**Target.** I want the wavevector-resolved surface xc energy of jellium Al (typical $r_s=2.07$) at small $k$ from slab response calculations, and I need to know how much slab to pay for. Convention: $E_{xc}=\tfrac12\int\frac{d^3k}{(2\pi)^3}\frac{e^2}{\epsilon_0k^2}N[\bar S(\mathbf k)-1]$, with $\bar S$ averaged over the coupling $\lambda$ at fixed density, and $\sigma_{xc}=\int d(k/2k_F)\,\gamma(k)$ per surface, spherically averaged over $\mathbf k=(\mathbf q,p)$, $q=k\sin\theta$.

**Solvable model.** A sharp half-space $z<0$ with $\varepsilon=1-\omega_p^2/\omega^2$. For an external potential $e^{i\mathbf q\cdot\mathbf r+ipz}$ the total is $e^{ipz}/\varepsilon+Be^{qz}$ inside and $e^{ipz}+Ae^{-qz}$ outside. Continuity of $V$ and $\varepsilon V'$ gives $B=\frac{\varepsilon-1}{\varepsilon(\varepsilon+1)}$, $A=-\varepsilon B$. The induced surface charge, minus a part odd in $p$ that averages out, gives the surface response per area
$$\chi_s=\frac{\epsilon_0q}{e^2}(A+B)=\frac{\epsilon_0q}{e^2}\left[\frac{2\omega_s^2}{\omega^2-\omega_s^2}-\frac{\omega_p^2}{\omega^2-\omega_p^2}\right],\qquad\omega_s=\frac{\omega_p}{\sqrt2}.$$
With $NS=-\frac\hbar\pi\int_0^\infty du\,\chi(iu)$, each term $\Omega^2/(\omega^2-\Omega^2)$ yields $\hbar\Omega/2$. At coupling $\lambda$, $\omega_p/e^2\propto\lambda^{-1/2}$, which averages to 2, and $\langle q\rangle=\pi k/4$. Hence
$$\gamma(k)=\frac{k_F}{4\pi}\hbar\left(\omega_s-\frac{\omega_p}2\right)k .$$
This is exact at all $k$ in the model. For jellium it is the $k\to0$ limit of Langreth and Perdew (1977); a selvedge of width $d$ enters only at relative order $kd$. Here $k_F=17.52$ nm$^{-1}$, $\hbar\omega_p=15.83$ eV, and at my working point $k=0.1k_F=1.752$ nm$^{-1}$ the model gives $\gamma=1.28$ J/m$^2$.

**LDA.** The uniform gas has $n\bar S\to\epsilon_0\hbar\omega_p(n)k^2/e^2\propto\sqrt n$, so $\gamma_{\rm LDA}=k_F\hbar\omega_p\ell k^2/2\pi^2$ with $\ell=\int dz\,[\sqrt{n/\bar n}-\Theta(-z)]$, $z=0$ at the jellium edge. Work and memory are $\propto N$ grid points, but for the step $\ell=0$ and the relative deviation is $-1$ at any $N$. No budget repairs that.

**Slab of thickness $L$.** I repeat the matching for the parts even and odd in $z$, subtract $L$ times the bulk term and divide by two faces. With $t=\tanh(qL/2)$ the surface factor becomes $-\frac{(\varepsilon-1)^2}{\varepsilon}\left[\frac{t\cos^2(pL/2)}{1+\varepsilon t}+\frac{\sin^2(pL/2)}{t+\varepsilon}\right]$. The $u$ integral turns the two pieces into $\hbar\omega_p/2$ times $F_e=\sqrt{t(1+t)}-t$ and $F_o=(\sqrt{1+t}-1)/t$, both equal to $F_\infty=\sqrt2-1$ at $t=1$. With $x=kL$ and $P=4/\pi F_\infty=3.074$,
$$D(x)\equiv\frac{\gamma_L}{\gamma}-1=P\int_0^{\pi/2}\!d\theta\,\sin^2\theta\left[\frac{F_e+F_o}2-F_\infty+\frac{F_e-F_o}2\cos(x\cos\theta)\right].$$
The bracket dies as $e^{-y}$, $y=qL$, so only $\theta\lesssim1/x$ counts. There $\sin^2\theta\,d\theta\to y^2dy/x^3$ and $\cos(x\cos\theta)\approx\cos x+\frac{y^2}{2x}\sin x$:
$$D=\frac{a+b\cos x}{x^3}+\frac{b'\sin x}{x^4}+O(x^{-5}),$$
$a=P\int y^2[\frac{F_e+F_o}2-F_\infty]dy=-0.0453$, $b=P\int y^2\frac{F_e-F_o}2dy=-0.754$, $b'=P\int\frac{y^4}2\frac{F_e-F_o}2dy=-4.48$, all over $0<y<\infty$.

**Cost.** I count the nonlocal solver that this model calibrates. On $N=L/h$ points, with the open-boundary kernel $\propto e^{-q|z-z'|}/q$, solving $\chi=(1-\chi_0v)^{-1}\chi_0$ takes dense products and one factorisation: $\propto N^3$ operations and $N^2$ storage per $(q,u,\lambda)$ node. I hold the node count fixed by grading the $q$ mesh on $1/L$. In units of the slab $L=\pi/k=1.793$ nm, work is $W=\sum_i(x_i/\pi)^3$ and memory, running slabs in turn, is $M=(x_{\max}/\pi)^2$.

- **A**, one slab. The worst phase gives $|D|\approx(|a|+|b|)/x^3=0.800/\pi^3W$.
- **B**, slabs $x_1=x$, $x_2=x+\pi$ averaged with weights $x_i^3$: $D_B=\frac{x_1^3D_1+x_2^3D_2}{x_1^3+x_2^3}$. The $b$ term cancels, leaving $2|a|/\pi^3W=0.0906/\pi^3W$ plus $O(x^{-5})$: the same power as A, smaller by 8.8 at equal work.
- **C**, slabs $x_1=x$, $x_3=x+2\pi$ extrapolated: $D_C=\frac{x_3^3D_3-x_1^3D_1}{x_3^3-x_1^3}$. Both $a$ and $b$ cancel, leaving $b'\sin x\,\frac{1/x_3-1/x_1}{x_3^3-x_1^3}\approx-\frac{b'\sin x}{3x^4}\propto W^{-4/3}$.

At leading order C overtakes B when $|b'|/3x<|a|$, that is $x\gtrsim33$. Below that the corrections are large, so the table uses the exact integral, deviations in units of $10^{-4}$.

| $x/\pi$ | $W_A$ | $D_A$ | $W_B$ | $D_B$ | $W_C$ | $D_C$ |
|---|---|---|---|---|---|---|
| 1.5 | 3.375 | 30 | 19 | −1.3 | 46.25 | −0.49 |
| 2 | 8 | −19 | 35 | 0.33 | 72 | −1.1 |
| 2.5 | 15.625 | −8.2 | 58.5 | −0.76 | 106.75 | 0.38 |
| 3 | 27 | 6.0 | 91 | −0.58 | 152 | 0.37 |
| 3.5 | 42.875 | 1.9 | 134 | −0.12 | 209.25 | −0.20 |
| 4 | 64 | −3.3 | 189 | −0.085 | 280 | −0.14 |

A real selvedge shifts the phase $kL$ by an unknown amount but leaves thickness differences intact. So I rate a row by the largest $|D|$ in it or in any thicker row. B at $x=4.5\pi$ gives $-0.16$, which then rates its last two rows. Quarter-period sampling can miss the peak of an oscillation by up to $\sqrt2$.

**Cheapest tabulated row for a tolerance.**
- $5\times10^{-3}$: A at $1.5\pi$, $W=3.375$.
- $10^{-3}$: A at $2.5\pi$, $W=15.625$. B at $W=19$ costs little more and is rated $1.3\times10^{-4}$.
- $10^{-4}$: B at $2\pi$, $W=35$. C needs 106.75, and no A row qualifies.
- $3\times10^{-5}$: B at $3.5\pi$, $W=134$, against 209.25 for C.

**Best inside a budget.**
- $W\le10$: only A fits, $1.9\times10^{-3}$.
- $W\le20$: B, $1.3\times10^{-4}$.
- $W\le110$: C rates $0.38\times10^{-4}$ and B $0.58\times10^{-4}$. The sampling margin takes up most of that gap. I keep B, whose weights are positive and cannot amplify numerical noise, while C has a negative weight.
- $M\le9$: B at $2\pi$ rates $0.76\times10^{-4}$, A at $3\pi$ rates $6.0\times10^{-4}$, and no C row fits.

**Limits.** These deviations measure face-to-face coupling only. The model has no quantum-size oscillations of the subbands, which need separate averaging. Nor should jellium follow the straight line to such accuracy at this $k$. For a Fermi-shaped profile $\bar n/(1+e^{z/w})$, $\ell=2w\ln2$; an assumed $w=0.05$ nm gives $\ell=0.0693$ nm and $\gamma_{\rm LDA}/\gamma=Pk\ell=0.37$. I take that as the rough size of the $k^2$ terms, which is what the slabs are run to determine. My default is B at $x=2\pi$: slabs of 3.59 and 5.38 nm, converged in the model to better than $10^{-4}$ of $\gamma$. Halving $k$ doubles both thicknesses, so at fixed $h$ the same accuracy costs 8 times the operations and 4 times the memory.